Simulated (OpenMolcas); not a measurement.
## How methods differ on BOF (fluoro(oxo)borane)

BOF has 3 atoms, charge 0, and is taken as a singlet. As SMILES, `O=BF`. The coordinates come from a PBE0-D4/def2-TZVP relaxation.

| atom | x (Å) | y (Å) | z (Å) |
| --- | --- | --- | --- |
| O | 0.9831 | -0.5651 | 0.4799 |
| B | 0.0203 | -0.0116 | 0.0099 |
| F | -1.0034 | 0.5768 | -0.4898 |

Quantity: the energy change with the B2–F3 bond stretched from 1.282 to 2.244 Å, in eV. The values are calculated.

```json
{"level": "HF/STO-3G (restricted)", "kind": "Hartree–Fock", "program": "OpenMolcas", "value (eV)": "7.54", "less FCI/STO-3G": "+3.03", "CPU time (all runs)": "3.1 s"}
{"level": "PBE/STO-3G (restricted)", "kind": "GGA", "program": "OpenMolcas", "value (eV)": "5.81", "less FCI/STO-3G": "+1.30", "CPU time (all runs)": "7.6 s"}
{"level": "r2SCAN/STO-3G (restricted)", "kind": "meta-GGA", "program": "OpenMolcas", "value (eV)": "6.11", "less FCI/STO-3G": "+1.60", "CPU time (all runs)": "9.1 s"}
{"level": "M06-2X/STO-3G (restricted)", "kind": "hybrid meta-GGA", "program": "OpenMolcas", "value (eV)": "6.61", "less FCI/STO-3G": "+2.10", "CPU time (all runs)": "8.6 s"}
{"level": "B2PLYP/STO-3G (restricted)", "kind": "double hybrid", "program": "OpenMolcas", "value (eV)": "6.06", "less FCI/STO-3G": "+1.55", "CPU time (all runs)": "7 s"}
{"level": "MP2/STO-3G (restricted)", "kind": "perturbation theory", "program": "OpenMolcas", "value (eV)": "5.96", "less FCI/STO-3G": "+1.45", "CPU time (all runs)": "3.5 s"}
{"level": "CISD/STO-3G (restricted)", "kind": "coupled cluster or CI", "program": "OpenMolcas", "value (eV)": "5.12", "less FCI/STO-3G": "+0.61", "CPU time (all runs)": "3.7 s"}
{"level": "FCI/STO-3G", "kind": "exact in the basis", "program": "OpenMolcas", "value (eV)": "4.51", "less FCI/STO-3G": "0.00", "CPU time (all runs)": "63 s"}
```

FCI/STO-3G is exact within its basis and frozen core, so for wave-function methods in that basis the difference is their error; functionals converge differently with the basis, so for them it is only a difference. Spin-restricted single references rise too steeply as a bond breaks, Hartree–Fock most of all. Perturbation and coupled-cluster corrections on them can overshoot downwards. The first shape isn't each level's own minimum. The values span 4.51 to 7.54 eV. All rows use very small basis sets, so even the best lies far from the true value. Times are those of the runs behind each value, whatever else they computed, on shared processors of several kinds: orders of magnitude only.

Stretching the B–F bond exposes mainly static correlation. As the σ and σ* orbitals approach each other in energy, the singlet needs both the σ² and σ*² configurations to describe two electrons separating onto OB and F. A single closed-shell determinant instead retains too much ionic character, which accounts for much of the Hartree–Fock excess of 3.03 eV. MP2 removes about half of this, and CISD leaves only 0.61 eV. CISD can mix in the σ*² configuration variationally, but lacks most of the higher excitations needed to correlate the remaining electrons equally well around it.

Among the functionals, PBE and r2SCAN lie closer to FCI than M06-2X, probably because semilocal exchange partly mimics static correlation, an effect diluted by exact exchange. B2PLYP breaks that pattern at 6.06 eV, which suggests that its perturbative correlation offsets part of the cost of its large exact-exchange share. Because the fragments still interact at 2.244 Å, none of these energies is a B–F dissociation energy.
